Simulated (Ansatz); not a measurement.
**Ligand exchange: ICl + B(CH3)2(OH) → HOI + B(CH3)2Cl**

Species: ICl (iodine monochloride), singlet; B(CH3)2(OH), singlet; HOI (hypoiodous acid) `OI`, singlet; B(CH3)2Cl, singlet. The partners trade Cl for OH: I–Cl and B–OH bonds give way to I–OH and B–Cl.

Shapes, held fixed at every level: PBE0-D4/def2-TZVP. Programs: Ansatz 0.2.0. The zero-point and thermal change to 298 K, harmonic and unscaled (PBE0-D4/def2-TZVP), is -5.5 kJ/mol.

| level | kind | ΔH(298 K) (kJ/mol) | less CCSD(T)/def2-TZVPP | CPU time (sum over the molecules) |
| --- | --- | --- | --- | --- |
| SPW92/def2-TZVPP | LDA | +109.6 | +6.0 | 13 s |
| PBE-D4/def2-TZVPP | GGA | +101.8 | -1.8 | 18 s |
| PBE0-D4/def2-TZVPP | global hybrid | +107.7 | +4.1 | 19 s |
| r2SCAN0-D4/def2-TZVPP | global hybrid | +109.8 | +6.2 | 30 s |
| wB97X-V/def2-TZVPP | range-separated hybrid | +104.3 | +0.7 | 50 s |
| MP2/def2-SVP | perturbation theory | +111.3 | +7.7 | – |
| CCSD(T)/def2-TZVPP | coupled cluster or CI | +103.6 | 0.0 | 6.4 min |

The highest level, CCSD(T)/def2-TZVPP, gives ΔH(298 K) = +103.6 kJ/mol; the levels span +101.8 to +111.3. The column of differences is taken from that level and isn't an error. No measured value is set beside it here. For atoms past krypton def2 sets carry core potentials with scalar relativity. Correlated rows may include outer-core shells of I, which these sets cover unevenly. Times are processor times on shared x86 and Arm servers, and rough.

The exchange is strongly endothermic at every level, so enthalpy favours ICl and the borinic acid over HOI and the chloroborane. The main cause is the boron side. Oxygen's compact 2p lone pair donates well into the empty boron 2p orbital and reinforces a short, very polar B–O bond, whereas chlorine's more diffuse 3p lone pairs overlap less effectively. Iodine has no comparable acceptor orbital, and its single bonds to chlorine and to hydroxyl oxygen are much closer in strength, so forming I–OH recovers little of what boron loses.

Because the number of single bonds is conserved, much of the error in describing them probably cancels, which would explain why even SPW92 comes close to the coupled-cluster value. Agreement doesn't improve steadily from LDA to hybrids, and the MP2 offset mixes the treatment of correlation with a smaller basis. The sign and approximate size of the enthalpy are therefore well supported, but a ranking of the functionals is not. The reaction enthalpy means the overall forward barrier must be at least about as large as the endothermicity, but it doesn't tell how much higher the barrier lies or how large the reverse barrier is.
